Student: The Coulomb sum over a plane lattice of equal charges diverges. The number of charges within a radius L grows as L², each term falls as 1/L, so the sum grows as L. How can it have a formula?

Lecturer: The divergence is confined to one additive constant, and I will isolate it. The premises are these. Point charges q sit at the points R of an infinite two-dimensional lattice in the plane z = 0, in vacuum, with cell area A. A position is (ρ, z) with ρ in the plane. The reciprocal vectors g obey g·R = 2π × integer, and g also denotes the length of the vector. Units are SI, and no external field acts. To make every sum converge absolutely I first replace 1/r by exp(−κr)/r and let κ → 0 at the end:

φ_κ(ρ, z) = (q/4πε0) Σ_R exp(−κ r_R)/r_R, r_R = √(|ρ − R|² + z²). (1)

Each term is the Green function of ∇² − κ², so

(∇² − κ²) φ_κ = −(q/ε0) δ(z) Σ_R δ²(ρ − R). (2)

The comb of delta functions is periodic, and its Fourier coefficient is (1/A)∫ over one cell of δ²(ρ) exp(−ig·ρ), which is 1/A for every g. The sum (1) is periodic too, so write φ_κ = Σ_g f_g(z) exp(ig·ρ). The in-plane Laplacian gives −g², and equating coefficients in (2) gives

f_g″ − γ² f_g = −(q/ε0A) δ(z), γ = √(g² + κ²). (3)

Student: That has solutions exp(+γz) and exp(−γz) on each side. You will keep the decaying ones, but why must I?

Lecturer: Because (1) tends to zero as |z| → ∞, uniformly in ρ, and so does each of its Fourier coefficients. That leaves one exponential on each side. f_g is continuous at z = 0, since a jump would put a δ′ into f_g″, so f_g = C exp(−γ|z|). Integrating (3) across z = 0 gives the jump of the slope, −γC − γC = −q/(ε0A), hence C = q/(2ε0Aγ) and

φ_κ = (q/2ε0A) Σ_g exp(ig·ρ) exp(−γ|z|)/γ. (4)

Now let κ → 0 at fixed z ≠ 0. For g ≠ 0 each term is bounded by exp(−g|z|)/g, whose sum converges, so the limit may be taken term by term. For g = 0, γ = κ and exp(−κ|z|)/κ = 1/κ − |z| + O(κz²). Therefore

φ(ρ, z) = q/(2ε0Aκ) − q|z|/(2ε0A) + (q/2ε0A) Σ_{g≠0} exp(ig·ρ) exp(−g|z|)/g. (5)

There is your divergence. It is independent of position, so it makes no field, and it is proportional to q, so it cancels among sublattices whose charges add to zero. The second term is the uniformly charged sheet with surface charge q/A. The third is the graininess of the lattice, and its average over any plane z = constant is exactly zero.

Student: The constant depends on your regulator. If I cut off a disc of radius L, I may get something else.

Lecturer: You get another constant. The smeared disc gives, on its axis, (q/4πε0A)∫2πρ dρ/√(ρ² + z²) = (q/2ε0A)(√(L² + z²) − |z|), so L replaces 1/κ and the rest agrees up to z²/2L. If a neutral cell carries an in-plane dipole, the cut leaves a line charge on the rim, whose field at the centre falls as 1/L. One layer has no surviving shape term, unlike a three-dimensional crystal.

Student: Then take a layer with several charges per cell.

Lecturer: Let q_j sit at (s_j, z_j). Shift (5) to each sublattice and add, dropping the constant:

φ = −(1/2ε0A) Σ_j q_j |z − z_j| + (1/2ε0A) Σ_{g≠0} (1/g) exp(ig·ρ) Σ_j q_j exp(−ig·s_j) exp(−g|z − z_j|). (6)

Define Q = Σ q_j and p_z = Σ q_j z_j. Above all charges |z − z_j| = z − z_j, below them it is z_j − z, so the planar average φ̄, the first term, is

φ̄(above) = (−Qz + p_z)/(2ε0A), φ̄(below) = (Qz − p_z)/(2ε0A). (7)

For Q = 0, p_z does not depend on the origin of z, φ̄ is flat on both sides, and

Δφ̄ = φ̄(above) − φ̄(below) = p_z/(ε0A). (8)

The potential is higher on the side to which the dipole points. Above the layer the rest factorises with S(g) = Σ_j q_j exp(−ig·s_j) exp(g z_j), and E_z = −∂φ/∂z gives

E_z = (1/2ε0A) [Q + Σ_{g≠0} S(g) exp(ig·ρ) exp(−gz)]. (9)

The in-plane field has the same sum with each term multiplied by −i times the unit vector along g, so it decays in the same way.

Student: I had understood that the field dies exponentially only if the plane is neutral and non-polar. In (9) I see only Q.

Lecturer: You read it correctly. Neutrality alone removes the long-range field. A dipolar layer also has only an exponentially small field outside; what p_z = 0 adds is that the two sides share the same potential. One more qualification: the decay is exp(−g*|z|), where g* is the shortest g with S(g) ≠ 0. Usually that is the shortest reciprocal vector g_min, but a glide line or an accidental cancellation can extinguish that shell, and then the decay is faster.

Student: An array of multipoles whose fields fall as powers, and the total falls exponentially?

Lecturer: Outside the charge φ obeys Laplace's equation. A term that varies as exp(ig·ρ) has in-plane curvature −g², which the z-dependence must cancel, so it is exp(−g|z|). Periodicity allows no wavelength longer than the cell except the infinite one, and that one is fixed by Q and p_z.

Student: Now the stack.

Lecturer: Pile N identical neutral units with period c. The sum is done plane by plane: each infinite plane first, then the planes. For the averages, (8) adds, because every unit contributes +p_z/(2ε0A) above itself and −p_z/(2ε0A) below:

Δφ̄(N) = N p_z/(ε0A), mean field over one period Ē = −p_z/(ε0Ac). (10)

The g ≠ 0 terms do not accumulate. Above the stack, with z measured in the top unit, the m-th unit down is farther away by mc, and S(g) is multiplied by Σ_{m=0}^{N−1} exp(−gmc) = [1 − exp(−gNc)]/[1 − exp(−gc)], which saturates.

Student: Here I object seriously. Take planes of charge +e and −e per cell alternating at spacing c/2. With the plus plane below the minus plane as the unit, p_z = −ec/2. With the other pairing, p_z = +ec/2. With half a plus plane on each side of a minus plane, p_z = 0. One crystal, three slopes.

Lecturer: One infinite crystal, but three different finite stacks. Equation (10) holds for a stack that is tiled by the unit with nothing left over, so the terminations select the unit. If you tile with another unit, you are left with charged sheets at the ends, and their field makes up the difference. Sheets −Q′ at the bottom and +Q′ at the top give, from (7) applied to each, the field −Q′/(ε0A) between them. Starting from p_z = −ec/2, where Ē = +e/(2ε0A), the choice Q′ = e/2 cancels the mean field, and that is your symmetric unit; Q′ = e gives the reversed one. The slope is a property of the boundaries.

Student: And a three-dimensional Ewald sum? It returns a periodic potential with no ramp.

Lecturer: It omits the k = 0 term, which makes φ periodic along z with the cell height H. At κ = 0 the g = 0 case of (3) admits a homogeneous solution linear in z, and periodicity fixes its slope to cancel one step per period: φ̄(Ewald) = φ̄(planewise) − p_z z/(ε0AH) + constant. For a slab in a supercell, with p_z now the dipole of the whole slab, this is an artificial uniform field +p_z/(ε0AH), which the dipole correction in plane-wave codes removes. What remains between neutral images falls as exp(−g* × vacuum width).

Student: Real ions move and polarise. What becomes of (10)?

Lecturer: Equation (8) holds for any periodic charge density, by superposition, with p_z the first moment of the total charge. Add one premise, linear response: a unit has the dipole p0 at zero mean field and gains ε0(εr − 1)ĒAc in a mean field Ē, with εr the static permittivity along z. Then (10) reads Ē = −[p0 + ε0(εr − 1)ĒAc]/(ε0Ac). Moving the induced term to the left gives εrĒ = −p0/(ε0Ac), so

step per unit = −Ēc = p0/(ε0 εr A). (11)

Student: Where does all this stop being valid?

Lecturer: Equations (5) and (6) are exact for infinite periodic layers at any point off the planes of charge. On a plane the g-sum converges only conditionally, and near it slowly: a relative cutoff η needs g up to about ln(1/η)/|z|, and the number of vectors below g is about Ag²/4π. For small |z| one uses an Ewald splitting within the plane. Equations (7) to (9) need the point to lie outside all the charge, including the electron tail of a surface. A sample of lateral size L needs |z| and Nc small against L, and disorder on a length ℓ adds fields that reach to a distance of order ℓ. Equation (11) needs an insulating film, a linear response, and no charge moved between the two ends.

Student: Put numbers on LaAlO3 grown on TiO2-terminated SrTiO3(001).

Lecturer: Use formal charges and let the film adopt the square mesh of the substrate, a = 0.3905 nm, the compiled room-temperature value listed by Zhang 2017. Then A = a² = 0.15249 nm², e/(2ε0A) = 59.33 V/nm, g_min = 2π/a = 16.09 nm⁻¹ and 1/g_min = 0.06215 nm.

Take first one isolated TiO2 plane at z = 0, with Ti of charge +4e at the origin and O of charge −2e at (a/2, 0) and (0, a/2). For g = (2π/a)(h, k), S = e[4 − 2(−1)^h − 2(−1)^k]. It vanishes at g = 0, so the plane is neutral. It is 4e on the four vectors of the (1,0) shell, 8e on the four of (1,1), zero on (2,0), and 4e on the eight of (2,1). Directly above Ti at z = a all phases equal 1. The first shell has exp(−2π) = 1.867 × 10⁻³ and contributes 16 × 59.33 × 1.867 × 10⁻³/16.09 = 0.110 V to φ. The second has exp(−2π√2) = 1.383 × 10⁻⁴ and contributes 0.0115 V, which is 10 per cent of the first, so a single exponential is only a fair description at this height. The (2,1) shell gives 4.2 × 10⁻⁵ V, and the total is 0.122 V. From (9) the three shells give E_z = 2.04 V/nm, which is 3.4 per cent of the field of a sheet with one e per cell, and the leading shell falls by a further factor exp(2π) = 535 for each additional a.

Student: That is one plane, and the substrate has many.

Lecturer: The SrO plane lies a/2 lower, with O below Ti and Sr at (a/2, a/2), so on the first shell its sum is −2e − 2e = −4e, weighted by exp(−π). With the geometric series for a thick crystal the first shell is multiplied by [1 − exp(−π)]/[1 − exp(−2π)] = 1/[1 + exp(−π)] = 0.959. These amplitudes belong to the unscreened point-ion model. Covalent, extended charge clouds change S(g), while the decay constants follow from the mesh alone. Both planes are neutral, so p_z = 0 and the substrate has no ramp.

Student: And the film?

Lecturer: LaO carries 3e − 2e = +e per cell, AlO2 carries 3e − 4e = −e. On TiO2 the film starts with LaO and ends with AlO2, so with z towards the vacuum p0 = −ec/2. I take as inputs an approximate c = 0.375 nm for the strained film and a typical εr = 24 for LaAlO3. Then p0 = −3.00 × 10⁻²⁹ C m, and the unscreened step from (8) is −59.33 V/nm × 0.375 nm = −22.2 V per unit. The factor exp(−g_min c) is 0.0024, so the grainy part outside comes almost wholly from the top unit. From (11) the screened step is −0.93 V per unit, and Ē = +2.5 V/nm, which does not depend on c. The potential falls towards the surface, so the electron energy rises there. The permittivity limits the precision: εr = 20 and εr = 28 give steps of magnitude 1.1 V and 0.79 V.

Student: SrTiO3 has a static permittivity of 310 in the compilation by Hong 2013. Should that not screen the ramp?

Lecturer: No. By (7) the neutral film makes no mean field outside itself, so nothing polarises the substrate on average, and only the εr of the film enters (11). The substrate matters once charge is transferred into it. With an approximate SrTiO3 gap of 3.2 eV as input and the valence band offset ignored, the model's ramp is 2.8 V for three units and 3.7 V for four, so its insulating premise fails at about the fourth unit, and the system moves towards the compensated limit Q′ = e/2 per cell. The step of 0.93 V per unit and the field of 2.5 V/nm are the model's numbers for an ideal uncompensated film. As typical knowledge, real films retain a field of about 0.8 V/nm or less, so the model is too high by a factor of about 3 or more, because surface vacancies, adsorbates and cation intermixing supply part of Q′ before the ramp is fully built.